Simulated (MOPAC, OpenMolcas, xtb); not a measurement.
GeF3 (SMILES [F][Ge]([F])[F]): methods side by side

The species is GeF3 (4 atoms), meant as a doublet with charge 0. SMILES: `[F][Ge]([F])[F]`. The coordinates come from a PBE0-D4/def2-TZVP relaxation.

```jsonl
{"atom": "F", "x (Å)": "0.7730", "y (Å)": "-0.4817", "z (Å)": "1.3242"}
{"atom": "Ge", "x (Å)": "0.3204", "y (Å)": "-0.2347", "z (Å)": "-0.3173"}
{"atom": "F", "x (Å)": "-1.2931", "y (Å)": "-0.8120", "z (Å)": "-0.4717"}
{"atom": "F", "x (Å)": "0.2552", "y (Å)": "1.4681", "z (Å)": "-0.5555"}
```

Quantity: the dipole moment, in D. The values are calculated.

| level | kind | program | value (D) | CPU time |
| --- | --- | --- | --- | --- |
| AM1 | semi-empirical | MOPAC | 2.94 | under 2 s |
| GFN0-xTB | semi-empirical | xtb | 1.29 | under 2 s |
| GFN1-xTB | semi-empirical | xtb | 2.24 | under 2 s |
| GFN2-xTB | semi-empirical | xtb | 1.69 | under 2 s |
| UHF/STO-3G | Hartree–Fock | OpenMolcas | 1.64 | 1.6 s |
| UHF/3-21G | Hartree–Fock | OpenMolcas | 3.11 | 2.5 s |
| UHF/ANO-S-VDZP (Cholesky decomposition) | Hartree–Fock | OpenMolcas | 2.92 | 11 s |
| UHF/def2-SVP | Hartree–Fock | OpenMolcas | 2.78 | 5.5 s |
| ROHF/6-311G** (RICD fitting) | Hartree–Fock | OpenMolcas | ? | 9.2 s |
| UM06-2X/STO-3G | hybrid meta-GGA | OpenMolcas | 0.73 | 9.3 s |

Q: Estimate what the levels marked ? give.

A: As computed at these levels: ROHF/6-311G** (RICD fitting): 2.87 D. All-electron rows without a relativistic Hamiltonian named are non-relativistic. The values span 0.73 to 3.11 D. Magnitudes only: a small dipole may point the other way at some levels. Sets without polarisation functions give poor dipoles. Times are those of the runs behind each value, whatever else they computed, on shared processors of several kinds: orders of magnitude only.

The three Hartree–Fock values in polarised split-valence or larger bases, 2.78, 2.87 and 2.92 D, lie close together, suggesting a distinctly polar radical at that level of theory. The relaxed geometry is pyramidal, so the Ge–F bond dipoles do not cancel. Fluorine's electronegativity draws charge away from germanium, while the unpaired electron, in a germanium hybrid with s character pointing away from the fluorines, contributes in the opposite sense. The net moment is therefore a difference between sizeable terms and responds strongly to small shifts in charge.

This probably explains the much smaller Hartree–Fock value of 1.64 D in STO-3G, whose single fixed radial function per valence orbital cannot let the density on negatively charged fluorine expand. The tight-binding results also scatter widely, and AM1's closeness to the larger-basis Hartree–Fock values is no independent confirmation. How far electron correlation would change the moment in a flexible basis remains open, since the only density-functional value comes from the minimal set.
